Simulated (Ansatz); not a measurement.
Strength of the Si–O bond: CH8OSi2 → SiH2(CH3)(SiH2) + OH

Species: CH8OSi2 `C[SiH2][SiH2]O`, singlet; SiH2(CH3)(SiH2), doublet; OH, doublet. 

Shapes, held fixed at every level: PBE0-D4/def2-TZVP. Flexible molecules stand in one conformer, not always the lowest. Programs: Ansatz 0.2.0. Electronic energies: no zero-point or thermal term.

| level | kind | ΔE (kJ/mol) | less CCSD(T)/CBS estimate | CPU time (sum over the molecules) |
| --- | --- | --- | --- | --- |
| B3LYP-D4/def2-TZVPP | global hybrid | +490.9 | -23.2 | 34 s |
| wB97M-V/def2-TZVPP | range-separated hybrid | +511.0 | -3.1 | 94 s |
| wB97X-V/def2-TZVPP | range-separated hybrid | +507.9 | -6.2 | 70 s |
| B2PLYP/def2-TZVPP | double hybrid | +499.4 | -14.7 | 38 s |
| MP2/def2-TZVPP | perturbation theory | +529.1 | +15.0 | – |
| CCSD(T)/def2-TZVPP | coupled cluster or CI | +497.0 | -17.1 | 15 min |
| CCSD(T)/CBS estimate | coupled cluster or CI | +514.1 | 0.0 | 17 min |

The highest level, CCSD(T)/CBS estimate, gives ΔE = +514.1 kJ/mol; the levels span +490.9 to +529.1. The column of differences is taken from that level and isn't an error. No measured value is set beside it here. Open shells run unrestricted unless RO is named. The CBS estimate extrapolates MP2 from def2-TZVPP and def2-QZVPP and adds CCSD(T) − MP2 in the triple-zeta set, cores frozen. Times are processor times on shared x86 and Arm servers, and rough.

Homolysis of the Si–O bond costs +514.1 kJ/mol at the highest level, as expected for a strong, polar bond. The large electronegativity difference gives it much ionic character, and donation from the oxygen lone pairs into σ* orbitals on silicon probably adds to it; neither is recovered in the separated radicals.

Cleavage also unpairs two electrons, so the result depends on how well the correlation of the bonding pair is described. Coupled cluster in the triple-zeta basis falls 17.1 kJ/mol short of the extrapolated value, a gap comparable to the differences between methods. MP2 already lies above the estimate in that basis, and extrapolation would raise it further, so its overbinding is partly masked by basis-set incompleteness. The two range-separated hybrids come closest, while B3LYP underbinds most, but one reaction can't establish a general ranking.

A high homolytic cost doesn't imply chemical inertness: hydrolysis and condensation at silicon proceed through nucleophilic attack and avoid free radicals.
